**Tilt, shift and exact exchange in a Ga–F stretch of GaF₃**

The table holds energies of a rigid scan of one Ga–F bond in GaF₃ at CCSD(T), PBE-D4 (A), PBE0-D4 (B) and B3LYP-D4 (C) in the def2-TZVPP basis, counted from the PBE0-D4 minimum. The program fits each functional's deviation from CCSD(T) as a constant pull plus a scaling of the reference curve, compares this with a shifted Morse curve, and tests whether B3LYP follows from its exact-exchange fraction alone. The pull is 0.635 eV/Å for PBE, 0.287 eV/Å for B3LYP and about zero for PBE0, with rms misfits below 0.001 eV, while a pure shift fails. For PBE and B3LYP the pull accounts for most of the longer minima and lower curvatures of the Morse fits to the same rows. B3LYP lies 0.49 to 0.60 of the way from PBE to PBE0 rather than 0.80, so the exchange fraction explains only part of its deviation.

GaF₃ in the gas phase, computed with Ansatz 0.2.0 at the CCSD(T), PBE-D4, PBE0-D4 and B3LYP-D4 levels in the def2-TZVPP basis; CCSD(T) freezes the cores but correlates the filled d shell of Ga. One Ga–F bond is stretched rigidly from the PBE0-D4/def2-TZVP minimum at 1.724 Å, where the energy of each method is set to zero.

## Analysis program

```python
# Table: rigid Ga-F stretch of GaF3, energies (eV) from the PBE0-D4 minimum; Ansatz 0.2.0, def2-TZVPP,
# CCSD(T) and three D4-corrected functionals (A = PBE, B = PBE0, C = B3LYP).
# Tested: deviation from CCSD(T) = tilt + scaling, versus a shifted curve; linearity in exact exchange.
T = {
    'x': [1.552, 1.586, 1.637, 1.696, 1.724, 1.762, 1.832, 1.907, 1.986, 2.069],  # Å
    'ccsd_t': [0.6226, 0.3749, 0.1353, 0.0128, 0.0, 0.02, 0.1452, 0.3695, 0.6698, 1.0266],  # eV
    'pbe_d4': [0.7195, 0.4556, 0.1885, 0.0305, 0.0, -0.0047, 0.0733, 0.2458, 0.4908, 0.7888],  # eV
    'pbe0_d4': [0.6075, 0.3654, 0.1316, 0.0122, 0.0, 0.0199, 0.1426, 0.3617, 0.6542, 1.0002],  # eV
    'b3lyp_d4': [0.6648, 0.4103, 0.1589, 0.0207, 0.0, 0.0089, 0.1127, 0.3131, 0.5873, 0.9155],  # eV
    'err': [0.0422, 0.0354, 0.0236, 0.0079, 0.0, -0.0111, -0.0325, -0.0564, -0.0825, -0.1111],  # eV
    't1': [0.014, 0.014, 0.014, 0.015, None, 0.015, 0.015, 0.015, 0.016, 0.017],
}
import numpy as np
from scipy.optimize import curve_fit
x = np.array(T['x'], float)
E = {n: np.array(T[k], float) for n, k in
     [('ref', 'ccsd_t'), ('A', 'pbe_d4'), ('B', 'pbe0_d4'), ('C', 'b3lyp_d4')]}
i0 = int(np.argmin(abs(E['ref']))); x0 = x[i0]; dx = x - x0
m = np.arange(len(x)) != i0   # the zero row is zero by construction
rms = lambda r: float(np.sqrt(np.mean(r[m]**2)))
mo = lambda r, D, a, re: D*(1 - np.exp(-a*(r - re)))**2
mz = lambda r, D, a, re: mo(r, D, a, re) - mo(x0, D, a, re)
print("ref = CCSD(T); rounding of an energy difference: up to 0.0001 eV")
print("Morse fits (D and a trade against each other; minimum and curvature k are read)")
P, K = {}, {}
for n in E:
    P[n] = curve_fit(mz, x[m], E[n][m], p0=[5, 1.7, x0])[0]
    D, a, re = P[n]; K[n] = 2*D*a*a
    print(f" {n}: min {re:.4f} A, k {K[n]:.2f} eV/A^2 ({100*(K[n]/K['ref']-1):+.1f} %), a {a:.2f} 1/A,"
          f" min below zero by {mo(x0, D, a, re):.4f} eV, rms {rms(mz(x, *P[n])-E[n]):.4f} eV")
d = {n: E[n] - E['ref'] for n in 'ABC'}; d['A-B'] = E['A'] - E['B']
G = np.column_stack([-dx, E['ref']]); Dr, ar, rr = P['ref']
sh = lambda r, u, s: (1 + s)*mz(r, Dr, ar, rr + u) - mz(r, Dr, ar, rr)
C, R, S1 = {}, {}, {}
print("Tilt + scaling: deviation = -F*(x-x0) + s*E_ref")
for n in d:
    C[n] = np.linalg.lstsq(G[m], d[n][m], rcond=None)[0]; R[n] = d[n] - G @ C[n]
    w = np.argmax(abs(R[n]))
    print(f" {n}: F {C[n][0]:+.3f} eV/A, s {100*C[n][1]:+.2f} %, rms {rms(R[n]):.4f} eV,"
          f" worst {R[n][w]:+.4f} eV at {x[w]:.3f} A")
print("Shifted reference curve: shift alone | shift + scaling")
for n in 'ABC':
    u1 = curve_fit(lambda r, u: sh(r, u, 0), x[m], d[n][m], p0=[0.01])[0][0]
    u2, s2 = curve_fit(sh, x[m], d[n][m], p0=[0.01, 0])[0]
    S1[n] = rms(d[n] - sh(x, u1, 0))
    print(f" {n}: {u1:+.4f} A, rms {S1[n]:.4f} eV | {u2:+.4f} A, {100*s2:+.1f} %, rms {rms(d[n]-sh(x, u2, s2)):.4f} eV")
print("Consequences of the tilt, predicted vs Morse fits")
for n in 'ABC':
    F, s = C[n]; u = F/K['ref']
    print(f" {n}: min moves F/k {u:+.4f} vs {P[n][2]-rr:+.4f} A;"
          f" k changes {100*((1+s)*(1-3*ar*u)-1):+.1f} vs {100*(K[n]/K['ref']-1):+.1f} %")
print("x(A)   A-ref   B-ref   C-ref   A-B  | slope A, C (eV/A) | residual A, B, C | (A-C)/(A-B)")
fr = (E['A'] - E['C'])[m]/d['A-B'][m]
for j, i in enumerate(np.where(m)[0]):
    print(f"{x[i]:.3f} " + " ".join(f"{d[n][i]:+.4f}" for n in d) +
          f" | {d['A'][i]/dx[i]:+.3f} {d['C'][i]/dx[i]:+.3f} | " +
          " ".join(f"{R[n][i]:+.4f}" for n in 'ABC') + f" | {fr[j]:.2f}")
for i in (0, -1):
    print(f"relative error at {x[i]:.3f} A: " + ", ".join(f"{n} {100*d[n][i]/E['ref'][i]:+.1f} %" for n in 'ABC'))
f = 20/25   # exact-exchange percentages of C and B
Fp = C['A'][0] + f*(C['B'][0] - C['A'][0])
print(f"exchange fraction alone: (A-C)/(A-B) = {f:.2f}; table {fr.min():.2f} to {fr.max():.2f}")
print(f"tilt of C from fraction alone {Fp:.3f}, fitted {C['C'][0]:.3f}, remainder {C['C'][0]-Fp:.3f} eV/A")
print(f"tilt ratio C/A {C['C'][0]/C['A'][0]:.2f}; A-B tilt per 1 % exact exchange {C['A-B'][0]/25:.4f} eV/A")
# dispersion energies (eV) from the outputs of the same runs: first scan point less minimum
dA, dB = -0.055589 + 0.05451, -0.04633 + 0.045557
print(f"dispersion change to {x[0]:.3f} A: A {dA:+.4f}, B {dB:+.4f}, A-B {dA-dB:+.4f} eV; total A-B {d['A-B'][0]:+.4f} eV")
t1 = [t for t in T['t1'] if t is not None]
print(f"T1 range {min(t1):.3f} to {max(t1):.3f}")
assert all(np.all(d[n][m]*dx[m] < 0) for n in 'AC') and np.all(d['B'][m] < 0)
assert C['A'][0] > C['C'][0] > abs(C['B'][0])
assert rms(R['A']) < S1['A'] and rms(R['C']) < S1['C']
assert fr.max() < f
```

Output:

```
ref = CCSD(T); rounding of an energy difference: up to 0.0001 eV
Morse fits (D and a trade against each other; minimum and curvature k are read)
 ref: min 1.7252 A, k 30.46 eV/A^2 (+0.0 %), a 1.72 1/A, min below zero by 0.0000 eV, rms 0.0018 eV
 A: min 1.7479 A, k 26.49 eV/A^2 (-13.0 %), a 1.77 1/A, min below zero by 0.0079 eV, rms 0.0014 eV
 B: min 1.7248 A, k 29.79 eV/A^2 (-2.2 %), a 1.74 1/A, min below zero by 0.0000 eV, rms 0.0016 eV
 C: min 1.7349 A, k 28.62 eV/A^2 (-6.0 %), a 1.75 1/A, min below zero by 0.0017 eV, rms 0.0015 eV
Tilt + scaling: deviation = -F*(x-x0) + s*E_ref
 A: F +0.635 eV/A, s -1.89 %, rms 0.0004 eV, worst -0.0006 eV at 1.832 A
 B: F -0.001 eV/A, s -2.48 %, rms 0.0007 eV, worst -0.0013 eV at 2.069 A
 C: F +0.287 eV/A, s -1.14 %, rms 0.0002 eV, worst -0.0004 eV at 2.069 A
 A-B: F +0.636 eV/A, s +0.60 %, rms 0.0011 eV, worst +0.0018 eV at 2.069 A
Shifted reference curve: shift alone | shift + scaling
 A: +0.0216 A, rms 0.0662 eV | +0.0236 A, -13.4 %, rms 0.0018 eV
 B: +0.0001 A, rms 0.0122 eV | -0.0000 A, -2.5 %, rms 0.0007 eV
 C: +0.0100 A, rms 0.0316 eV | +0.0102 A, -6.4 %, rms 0.0012 eV
Consequences of the tilt, predicted vs Morse fits
 A: min moves F/k +0.0208 vs +0.0226 A; k changes -12.5 vs -13.0 %
 B: min moves F/k -0.0000 vs -0.0004 A; k changes -2.5 vs -2.2 %
 C: min moves F/k +0.0094 vs +0.0096 A; k changes -6.0 vs -6.0 %
x(A)   A-ref   B-ref   C-ref   A-B  | slope A, C (eV/A) | residual A, B, C | (A-C)/(A-B)
1.552 +0.0969 -0.0151 +0.0422 +0.1120 | -0.563 -0.245 | -0.0005 +0.0005 -0.0000 | 0.49
1.586 +0.0807 -0.0095 +0.0354 +0.0902 | -0.585 -0.257 | +0.0002 -0.0000 +0.0001 | 0.50
1.637 +0.0532 -0.0037 +0.0236 +0.0569 | -0.611 -0.271 | +0.0005 -0.0002 +0.0002 | 0.52
1.696 +0.0177 -0.0006 +0.0079 +0.0183 | -0.632 -0.282 | +0.0002 -0.0003 +0.0000 | 0.54
1.762 -0.0247 -0.0001 -0.0111 -0.0246 | -0.650 -0.292 | -0.0002 +0.0004 +0.0000 | 0.55
1.832 -0.0719 -0.0026 -0.0325 -0.0693 | -0.666 -0.301 | -0.0006 +0.0009 +0.0001 | 0.57
1.907 -0.1237 -0.0078 -0.0564 -0.1159 | -0.676 -0.308 | -0.0006 +0.0012 +0.0003 | 0.58
1.986 -0.1790 -0.0156 -0.0825 -0.1634 | -0.683 -0.315 | -0.0001 +0.0007 +0.0003 | 0.59
2.069 -0.2378 -0.0264 -0.1111 -0.2114 | -0.689 -0.322 | +0.0005 -0.0013 -0.0004 | 0.60
relative error at 1.552 A: A +15.6 %, B -2.4 %, C +6.8 %
relative error at 2.069 A: A -23.2 %, B -2.6 %, C -10.8 %
exchange fraction alone: (A-C)/(A-B) = 0.80; table 0.49 to 0.60
tilt of C from fraction alone 0.126, fitted 0.287, remainder 0.161 eV/A
tilt ratio C/A 0.45; A-B tilt per 1 % exact exchange 0.0254 eV/A
dispersion change to 1.552 A: A -0.0011, B -0.0008, A-B -0.0003 eV; total A-B +0.1120 eV
T1 range 0.014 to 0.017
```
